A crystal of gallium arsenide is squeezed and stretched equally in all directions, with its atoms kept in the zincblende arrangement. Each atom has four nearest neighbours of the other element, and symmetry leaves one length free. The volume per atom $V$ therefore fixes the shortest distance $d$, with $V\propto d^3$. The energies and pressures come from density functional theory with the r2SCAN functional. Energies are counted from the elements, and a negative pressure $P$ is the tension needed to hold the crystal open. The rows are a selection, which leaves out runs that failed or met a known fault of the program.

Zincblende GaAs at fixed atomic positions, computed with Ansatz 0.2.0 using r2SCAN and scalar-relativistic PAW, without spin polarization. The plane-wave cutoff is 500 eV, the k mesh 8×8×8 for the two-atom cell, and the Gaussian smearing 0.02 eV. Energies are taken at zero smearing relative to the elements' standard crystals; pressure is positive in compression.

```csv
volume (Å³/atom),shortest distance (Å),energy over elements (eV/atom),pressure (GPa)
20.013,2.351,-0.358,12.380
20.695,2.378,-0.402,8.470
21.378,2.404,-0.431,5.170
22.060,2.429,-0.447,2.370
22.590,2.448,-0.451,0.500
22.739,2.454,-0.452,0.010
23.424,2.478,-0.447,-2.000
24.107,2.502,-0.435,-3.690
25.017,2.533,-0.409,-5.540
```

**(a) The volumes 21.378 and 24.107 Å³/atom lie 6 % below and above the row with almost no pressure, 22.739. Do equal changes of volume meet equal resistance? How much of the answer would already follow if each bond were an ideal spring?**

*Solution.* The resistance is unequal. The compressed cell pushes outward with 5.17 GPa, while the stretched one pulls inward with only 3.69 GPa. The energy tells the same story more faintly, since it rises by 0.021 eV/atom on compression and by 0.017 eV/atom on expansion. Pressure shows the difference more clearly because it is the slope of the energy curve, $P=-dE/dV$, and taking the slope gives more weight to the terms that make the curve lopsided.

The spring gives a fair starting point. Let the energy per atom be $E=\tfrac12K(d-d_0)^2$, where $d_0$ is the distance at zero pressure and $K$ a stiffness. Because $V\propto d^3$, a small change of length changes the volume by $dV=3V\,dd/d$. Dividing the spring force by this factor, and writing $r=d/d_0$, gives

$$P=3B_0\,\frac{1-r}{r^2},$$

where $B_0$ is the bulk modulus at zero pressure, that is, the pressure needed per relative loss of volume. This law is already lopsided, because in a smaller cell the same force acts on a smaller area.

The smallest cell puts the spring to the test. A least-squares fit to the four rows within about 3 % of the zero-pressure volume, where a spring should be a good description, gives $3B_0=219$ GPa. The distances 2.351 and 2.454 Å give $r=0.958$, so that

$$P\approx 219\times\frac{0.042}{0.918}\approx 10\ \text{GPa}.$$

This row had no part in the fit, and its computed pressure is 12.38 GPa.

The spring is thus about a fifth too soft in the smallest cell. In the largest cell it errs the other way and gives a tension about a fifth too high. At the two volumes of the question it gives 4.7 GPa outward and 4.1 GPa inward, a difference only about a third as large as the computed one. Real bonds stiffen when shortened and weaken when lengthened, beyond what geometry provides. A hydrogen molecule behaves in the same way: its energy climbs steeply when the nuclei are pushed together and flattens out when they are drawn apart.

The reason, on general grounds, is that two effects change with distance at different rates. Repulsion between overlapping electron clouds grows very quickly as atoms approach. The attraction gained by sharing electrons varies more gently, and it fades as the overlap is lost. The total energies are consistent with this account, but they do not separate the two contributions.

A simple way to include this behaviour is to multiply the spring law by $e^{s(1-r)}$, which gives the Vinet equation of state. With $B_0$ and $s$ fitted to the pressures of all nine rows, it follows every one of them to within 0.01 GPa. The bulk modulus is then 72.5 GPa at zero pressure and grows by 4.6 GPa for each GPa applied. For the ideal spring the same formula, with $s=0$, gives a growth of only 1, so most of the stiffening belongs to the bond and not to the geometry.

**(b) The same calculations give the direct gap, the smallest energy needed to lift an electron without changing its wave vector. It is 0.22 eV in the largest cell, 0.96 eV at 22.739 Å³/atom and 2.03 eV in the smallest cell. Why does a modest change of bond length alter it ninefold?**

*Solution.* The hydrogen molecule again supplies the first step. Two orbitals that overlap form a bonding level and an antibonding level, and the two move apart as the atoms approach. In GaAs the upper edge of the direct gap is an antibonding combination of s orbitals, and the lower edge is a bonding combination of p orbitals. Shorter bonds should therefore widen the gap, and in these rows they always do.

The molecule does not explain the size of the effect, because its two levels come from the same kind of orbital. In the crystal one edge descends from s levels and the other from p levels, and atomic s levels lie well below p levels. The gap is what remains of the splitting caused by the bonds after this s–p spacing has been subtracted. It is a small difference between two large energies, so a modest change in one of them changes the remainder greatly.

A scaling rule turns the picture into a formula. The coupling between neighbouring orbitals varies roughly as $d^{-2}$, as a kinetic energy does when an electron is confined to a length $d$. Here $d^{-2}\propto V^{-2/3}$. If the s–p spacing is taken as fixed and the difference between gallium and arsenic levels is neglected, the direct gap should roughly follow

$$E_\text{dir}=C\left(\frac{V_0}{V}\right)^{2/3}-D,$$

with $V_0$ the volume at zero pressure. From the largest to the smallest cell $d^{-2}$ grows by only 16 %, which is the modest cause behind the ninefold effect.

Fitted by least squares to the direct gaps of all nine rows, the formula gives $C=12.02$ eV and $D=11.06$ eV and misses no gap by more than 0.003 eV. It also accounts for the slow flattening of the curve as the crystal expands. The two constants should not be read as orbital energies, because over so narrow a range another power of $d$ with other constants might serve nearly as well. The fit agrees with the picture of a large term that depends on the bonds, nearly cancelled by a constant, but it cannot show by itself that this constant is the s–p spacing.

The useful quantity is the slope, known as the deformation potential. Differentiating the formula at $V_0$ gives

$$\frac{dE_\text{dir}}{d\ln V}=-\tfrac23C\approx-8.0\ \text{eV},$$

so 1 % less volume raises the direct gap by about 0.08 eV. The step from 22.739 to 22.060 Å³/atom is a loss of 3 %, for which this rule gives 0.24 eV. The computed gaps differ by 0.25 eV, though both belong to the fit.

For a GaAs layer in a laser or a light-emitting diode this is a large lever. A volume change of 1 %, which a mismatch with the underlying crystal can produce, shifts the gap by about 0.08 eV, and the wavelength of the emitted infrared light shifts with it. The rule covers only the change of volume. A layer strained in its plane is also distorted in shape, which splits the valence top and needs a separate calculation.

The gaps themselves are less reliable than their trend. The measured gap is roughly 1.5 eV, a recalled figure, against the 0.96 eV computed here. Spin–orbit coupling is left out, but including it would raise the valence top and make the computed gap smaller still, so the shortfall is expected to lie mainly with the functional. The near-closure in the most expanded cell is therefore exaggerated. For the two largest cells, the notes to the data add a caution that a band crossing between sampled wave vectors may be missed. It stems from the data makers' tests on other systems. The two runs themselves report no warning, and both edges of their gaps lie at a sampled point.

**(c) The lowest gap of all, with any change of wave vector allowed, does not keep rising under compression. In the three smallest cells, from the largest of them to the smallest, it is 1.47, 1.59 and 1.52 eV. What turns it round, and does the pressure notice?**

*Solution.* The lowest empty state changes its identity. In every cell from 21.378 Å³/atom upward it lies at Γ, the point of zero wave vector, where the top of the valence band also lies. In the two smallest cells the lowest of the sampled states lies at X, on the boundary of the Brillouin zone. The direct gap goes on rising through these cells, but an electron can now reach a lower state elsewhere.

The cause of the change lies in the phases of the orbitals. At Γ the s orbitals on all four neighbours of an atom have the same phase, so their couplings to its s orbital add up and push the antibonding state strongly upward. At X two of the neighbours have one sign and two the other, and the s–s coupling cancels. The state at X lacks that push, so the state at Γ overtakes it as the bonds shorten. A hydrogen molecule has no counterpart to this, since a single bond leaves no set of neighbours whose phases could cancel.

The gap to X in fact shrinks slightly under compression, by 0.07 eV between the two smallest cells. The missing s–s coupling helps to explain why this gap does not keep pace with the direct one, but not why it falls. Mixing with higher empty states of d character, which grows as atoms approach and presses the state at X down, is a plausible reason that these results do not test. The slope also rests on two cells only.

The crossing can be placed from the distance between the two edges. The state at Γ lies 0.51 eV above that at X in the smallest cell and 0.15 eV above it in the next, which is 0.68 Å³/atom larger. At the same rate the remaining 0.15 eV vanishes after a further 0.28 Å³/atom, at about 21.0 Å³/atom. The pressures in the table put this volume near 7 GPa.

That pressure is probably too high. The computed direct gap is too small, so the state at Γ starts too low and needs extra compression to reach X, unless the gap to X is too small by as much. Experiment finds the crossing at roughly 4 GPa, again a recalled figure. Beyond it GaAs becomes a poor light emitter, because an electron that has settled at X can hardly recombine by emitting a photon alone: a lattice vibration or a defect has to take up the difference in wave vector.

The pressure does not notice the change. Both competing states are empty, and the energy of the crystal depends on the occupied ones. The pressure accordingly runs through this region without a kink, on the same smooth curve as in part (a). For a related zincblende semiconductor the two questions can be kept apart in the same way: the occupied bonds decide how hard it is to squeeze, while the response of the gap depends strongly on which orbitals make up the lowest empty state and on their phases.
